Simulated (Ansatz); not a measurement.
## Mg: pressure and energy change per atom against volume scale

All results are calculated (Ansatz 0.2.0). Plane-wave DFT, scalar-relativistic PAW made under PBE with cores redone for the functional, no dispersion; the given relaxed cell is scaled uniformly, energy at zero smearing counts from the unscaled cell, pressure at the given Fermi-Dirac smearing is positive in compression.

The cell before it is scaled or strained (space group Im-3m, No. 229):
```
Mg
1.0
     -1.7540     1.7540     1.7540
      1.7540    -1.7540     1.7540
      1.7540     1.7540    -1.7540
Mg
1
Direct
  0.00000 0.00000 0.00000
```

Settings of every row: spin polarised no; functional LDA; wave cutoff 420 eV; smearing width 0.1 eV; k mesh 14x14x14.

Atom starting moment: 0 on all atoms.

Limits: the cell comes from a prototype or a list of computed structures and needn't be the stable phase.

```csv
row,volume scale,V (Å³/atom),pressure (GPa),energy change per atom (meV)
1,0.88,18.995,6.46,46.81
2,0.92,19.858,3.87,19.29
3,0.96,20.721,1.75,4.46
4,1.04,22.448,?,?
5,1.08,23.312,-2.54,14.94
6,1.12,24.175,-3.47,31.48
```

Question: what pressure and energy change per atom should row 4 give?

Worked fit of pressure. Take u = (V_r/V)^(2/3) − 1 with V_r = 20.721 Å³ an atom, which is twice the finite (Eulerian) strain; such expansions in the strain, on which the Birch-Murnaghan equation of state is built, carry the rest volume and the bulk modulus. The shown rows have u = 0.0597, 0.02877, 0, -0.07554, -0.09768. Least squares give pressure = 1.752 + 69.16 × u + 161.5 × u² GPa; a straight line predicts inner rows, each left out in turn, worse (root mean square 0.42 against 0.012 GPa). The rows lie off it by 0.00, -0.01, 0.00, 0.01, -0.01. The pressure vanishes at u = -0.0270, or V = 21.59 Å³ an atom, and there the bulk modulus at fixed shape and fractions is B = −V dP/dV = (2/3)(1 + u) dP/du = 39.2 GPa. The withheld row has u = -0.05197, so the fit gives 1.752 + 69.16 × (-0.05197) + 161.5 × (-0.05197)² = -1.41 GPa.

The calculation gave -1.39 GPa. The fit lies 0.02 GPa (0.2 % of the column's range) below it; its largest miss of a shown row is 0.01 GPa.

Worked fit of energy change per atom. Take u = (V_r/V)^(2/3) − 1 with V_r = 20.721 Å³ an atom, which is twice the finite (Eulerian) strain; such expansions in the strain, on which the Birch-Murnaghan equation of state is built, carry the rest volume and the bulk modulus. The shown rows have u = 0.0597, 0.02877, 0, -0.07554, -0.09768. Least squares give energy change per atom = 4.474 + 335.07 × u + 6263.3 × u² meV; a straight line predicts inner rows, each left out in turn, worse (root mean square 16 against 0.042 meV). The rows lie off it by 0.01, -0.01, -0.01, 0.04, -0.02. Its lowest point lies at u = -0.0267, or V = 21.58 Å³ an atom, and the curvature there gives the bulk modulus at fixed shape and fractions, B = (4/9)(1 + u)² E″(u)/V = 39.2 GPa. The withheld row has u = -0.05197, so the fit gives 4.474 + 335.07 × (-0.05197) + 6263.3 × (-0.05197)² = 3.98 meV.

The calculation gave 4.02 meV. The fit lies 0.04 meV (0.093 % of the column's range) below it; its largest miss of a shown row is 0.04 meV.
